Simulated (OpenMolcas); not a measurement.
# A ladder of methods for SiH4S (Si(SH)H3)

SiH4S has 6 atoms, charge 0, and is taken as a singlet. SMILES: `[H][Si]([H])([H])S`. The coordinates come from a GFN2-xTB relaxation.

```xyz
6

Si    0.2012   -0.0145   -0.5446
S     0.2537    0.0198    1.6015
H    -1.0568    0.0599    1.7952
H     1.6060   -0.0207   -0.9100
H    -0.5032    1.1806   -0.9902
H    -0.5009   -1.2251   -0.9520
```

Quantity: the energy change with the Si1–H4 bond stretched from 1.452 to 2.903 Å, in eV. The values are calculated.

| level | kind | program | value (eV) | less FCI/STO-3G | CPU time (all runs) |
| --- | --- | --- | --- | --- | --- |
| HF/STO-3G (restricted) | Hartree–Fock | OpenMolcas | 7.94 | +3.28 | 3.3 s |
| SVWN5/STO-3G (restricted) | LDA | OpenMolcas | 5.80 | +1.14 | 9.4 s |
| PBE/STO-3G (restricted) | GGA | OpenMolcas | 5.59 | +0.93 | 11 s |
| B2PLYP/STO-3G (restricted) | double hybrid | OpenMolcas | 6.06 | +1.40 | 9 s |
| MP2/STO-3G (restricted) | perturbation theory | OpenMolcas | 6.14 | +1.48 | 3.5 s |
| CASPT2(2,2)/STO-3G | multireference | OpenMolcas | 4.62 | -0.04 | 3.4 s |
| CISD/STO-3G (restricted) | coupled cluster or CI | OpenMolcas | 5.28 | +0.62 | 3.7 s |
| FCI/STO-3G | exact in the basis | OpenMolcas | 4.66 | 0.00 | 1.7 min |

FCI/STO-3G is exact within its basis and frozen core, so for wave-function methods in that basis the difference is their error; functionals converge differently with the basis, so for them it is only a difference. Spin-restricted single references rise too steeply as a bond breaks, Hartree–Fock most of all. The first shape isn't each level's own minimum. The values span 4.62 to 7.94 eV. All rows use very small basis sets, so even the best lies far from the true value. Times are those of the runs behind each value, whatever else they computed, on shared processors of several kinds: orders of magnitude only.

Stretching the Si–H bond brings its σ and σ* orbitals close in energy, so the singlet needs both the σ² and σ*² configurations to describe two electrons separating onto silicon and hydrogen. A single closed-shell determinant instead retains too much ionic character, which leaves Hartree–Fock 3.28 eV above FCI. MP2 removes more than half of this error, but it treats the second configuration only as a small perturbation. CISD includes that configuration variationally and comes closer, yet lacks most of the excitations that would correlate it as fully as the first, and remains 0.62 eV too high. CASPT2 starts from both configurations and lands within 0.04 eV of FCI, which suggests that a two-electron, two-orbital active space captures the essential static correlation here. The functionals fall between Hartree–Fock and CISD, probably because approximate exchange partly mimics static correlation. The energy at this single stretched geometry is not a dissociation energy, since the fragments still interact and the silyl part has not relaxed.
